Q: I have images of Al₂H₄ along a hydrogen shift, but six of them have lost their numbers. At the start, two AlH₂ groups are joined by an Al–Al bond. At the end, one hydrogen bridges the two metal atoms. Which image belongs where?

Climbing-image nudged elastic band for a hydrogen shift in neutral, singlet Al₂H₄, calculated with Ansatz 0.2.0 at the spin-restricted PBE-D4/def2-SVP level. Five movable images connect two relaxed ends, with a convergence limit of 0.05 eV/Å on the largest force component. Candidates: 2, 3, 7, 5, 1, 6.

```
row  energy over the start (eV)  path length (Å)  band force (eV/Å)
  A                       0.129            6.319                n/a
  B                       0.072            4.427              0.027
  C                       0.331            5.534              0.009
  D                       0.048            1.106              0.001
  E                       0.093            2.213              0.013
  F                       0.000            0.000                n/a
```

A: The images form a band between two fixed structures. The energy is counted from the start, and the path length is the distance travelled in the space of all atomic coordinates. The band force is the largest force component left on an image that was free to move. One image has kept its number: row 4, at 0.038 eV.

Q: Path length can only grow along the band. Can't I simply sort by it?

A: You can, and it settles all six labels. Cover that column for a moment, though. The energies are what you would want to understand, and it is useful to see how far they lead by themselves.

Q: Then which images are sure without it?

A: The two ends are. Images A and F carry no band force, because the ends of the band don't move. Image F has zero energy, so it is the start, row 1, and image A is the end, row 7. Image C, at 0.331 eV, is clearly the top of the barrier, but its place along the band is still open.

Q: Where would you put it?

A: The end lies 0.129 eV above the start. In an uphill step the top tends to resemble the end, so I would look past the middle. For an estimate, draw one parabola rising from the start and an equally stiff one rising from the end, and let them cross at the top. The height of a parabola grows as the square of the distance from its minimum, so the two distances go as the square roots of the two barriers. The barrier from the end is 0.331 − 0.129 = 0.202 eV, which gives

position of the top = √0.331 / (√0.331 + √0.202) = 0.575 / (0.575 + 0.449) ≈ 0.56

The top should then lie 56% of the way along. On a band of seven evenly spaced images that falls between rows 4 and 5. Row 4 is taken, so my guess for image C would be row 5.

Q: And images B, D and E?

A: They stay ambiguous. Their energies lie within 0.045 eV of each other, and once the top has its place they can still be arranged in six orders. One feature is certain in every order: row 4 lies lower than any other image between the ends. The energy must therefore rise and fall once before row 4 is reached.

Q: Let me uncover the path length.

A: Images D and E, at 1.106 and 2.213 Å, come before row 4 and are rows 2 and 3. Image B, at 4.427 Å, follows row 4 and is row 5. Image C comes next, at 5.534 Å, so the top is row 6 and my guess was one place too early.

The rows with their labels:

```
row  energy over the start (eV)  path length (Å)  band force (eV/Å)
  1                       0.000            0.000                n/a
  2                       0.048            1.106              0.001
  3                       0.093            2.213              0.013
  4                       0.038            3.320              0.019
  5                       0.072            4.427              0.027
  6                       0.331            5.534              0.009
  7                       0.129            6.319                n/a
```

Q: Why did the estimate fail?

A: The top lies 88% of the way along the path, against the 56% from the parabolas. Nothing was fitted there: the estimate used only energies, so the position of row 6 is a fair comparison. The coordinates show one reason for the miss. Call the travelling hydrogen H5, the aluminium that holds it Al2 and the one that receives it Al1. Between the start and the top, H5 turns by 168° around the Al–Al axis.

Q: Does the shift need that turn?

A: Hardly. Half a turn of an AlH₂ group swaps its two hydrogens and gives back the same molecule with the same energy. Seen from that equivalent start, H5 would need to turn by only about 180° − 168° = 12°. Most of the rotation is a detour, which comes from the way the hydrogens were numbered at the two ends. It lengthens the path to the top.

Q: Is that also the small hump at row 3?

A: Probably. Turning about an Al–Al single bond should cost little, because no π bond is broken, and the hump is indeed low. Close to row 3 it also looks nearly symmetric: rows 2 and 4 lie equally far from it along the path and have similar energies, as expected on the two slopes of a rotation barrier. Row 5 fits less well. If the symmetry held all the way down, the equivalent start would lie as far after row 3 as the start lies before it. That is where row 5 sits, yet its energy is 0.072 eV, not zero. Perhaps H5 begins to bend towards Al1 before the turn is complete, so that the band passes near the equivalent start without reaching it. I have the coordinates of the start, the top and the end, but not of rows 2 to 5, so both the rotation and this overlap remain inferences. Up to the top, the images are also more than 1 Å apart along the path. The run counts two maxima along the band, but only the higher one, at row 6, was refined by letting its image climb to the top. The 0.093 eV at row 3 is therefore a point on a coarse band, not a measured rotation barrier.

Q: Does the detour make the barrier for the shift too high?

A: It shouldn't. The equivalent copy of the start has zero energy as well, whether or not this band passes through it. If the same top leads from that copy to the bridge, the climb is still 0.331 eV. A detour of this kind changes where the top appears along the path, but not how high it is.

Q: So without the detour, is the top early or late?

A: This band can't settle it, because none of its images after the hump is back at zero energy. Counted from row 4, the top lies 74% of the way to the end. Counted from row 5, where a symmetric hump would end, it lies 59% of the way, close to the estimate. Neither row is the equivalent start, so neither figure is the true share. The detour seems to explain much of the miss, but whether it explains all of it stays open. Whether to call the top late also depends on which bond you watch. At the top, H5 has covered 65% of its approach to Al1, so the new bond looks fairly advanced. The old bond to Al2 has done only 19% of its stretching and is still 1.68 Å long. The top is late for the approach and early for the stretching, and a single position along the path hides this difference.

Q: How can a hydrogen approach one atom without leaving the other?

A: It bends over. The angle between the Al–Al bond and the Al2–H5 bond closes from 122° at the start to 70° at the top. Meanwhile the other hydrogen on Al2 swings almost into line with the Al–Al bond. An aluminium atom with three neighbours prefers them spread evenly in a plane, so this distortion costs energy. That cost, rather than the tearing of an Al–H bond, is how I would explain the barrier.

Q: What brings the energy down again after the top?

A: The receiving aluminium has an empty orbital. When H5 comes close enough, the electron pair of its old bond can spread over both metal atoms and the hydrogen, forming a three-centre bond. At the top H5 is still 2.44 Å from Al1, probably too far for this to help much. By the end the distance has shrunk to 1.75 Å and the energy has fallen by 0.202 eV. The bridge repays part of the cost of bending, but not all of it, since row 7 stays above row 1.

Q: Has the hydrogen changed owner by then?

A: No. It sits unevenly between the two atoms, 1.75 Å from Al1 and 1.95 Å from Al2. Calling the old bond broken only means that it has passed a chosen length. The table describes the closing of a bridge, which may be the first half of a full transfer.

Q: How far can I trust the 0.331 eV?

A: The top itself is well established: its vibrations include exactly one unstable motion, as they should at a pass between two valleys. It belongs to the path that this band found, however, and another route could have a lower top. The height is also less certain. Semilocal functionals such as this one tend to make barriers for hydrogen transfer too low, the basis set is small, and zero-point motion is left out. The calculation also keeps all electrons paired, which is plausible for a hydrogen that never leaves the metal atoms but was assumed rather than tested.

Q: I deposit aluminium films for contacts from hydride precursors. What does this mean for me?

A: It shows a way for hydrogen to begin moving between aluminium atoms without first coming off as a free atom. The receiving atom needs an empty orbital. If a donor molecule such as an amine filled it, I would expect the bridge to be less favourable. This is one step in an isolated molecule, however, and it doesn't give the growth rate of a film.

Q: Is there a simple way to check your story about the detour?

A: Yes. Swap the numbers of the two hydrogens on Al2 in the starting structure and run the band again. The molecule is the same, but H5 now begins on the side where it is needed. If the hump at row 3 comes from the rotation, it should disappear while the top stays at the same height. The program's output below gives the angles and most of the distances used here. Whether the hump really goes away is the question that this band leaves open.

Output of the analysis:

```
turn of H5 around the Al-Al axis from start to top (degrees): 168
angle Al1-Al2-H5 at the start (degrees): 121.9
angle Al1-Al2-H5 at the top (degrees): 69.54
angle Al1-Al2-H6 at the top (degrees): 174.2
distance Al1-H5 at the top (angstrom): 2.437
distance Al2-H5 at the top (angstrom): 1.683
share of the Al1-H5 approach done at the top (percent): 64.96
share of the Al2-H5 stretch done at the top (percent): 19.24
barrier seen from the end (eV): 0.202
hump of row 3 over the dip of row 4 (eV): 0.055
spread of the three low unlabelled inner images (eV): 0.045
orders of these three images that remain once the top is placed (count): 6
images without a band force (count): 2
position of the top along the whole path (percent): 87.58
position of the top between row 4 and the end (percent): 73.82
position of the top expected from two equal parabolas (percent): 56.14
steps along the band:
  row  path step in angstrom  energy step in eV
    2                  1.106              0.048
    3                  1.107              0.045
    4                  1.107             -0.055
    5                  1.107              0.034
    6                  1.107              0.259
    7                  0.785             -0.202
```
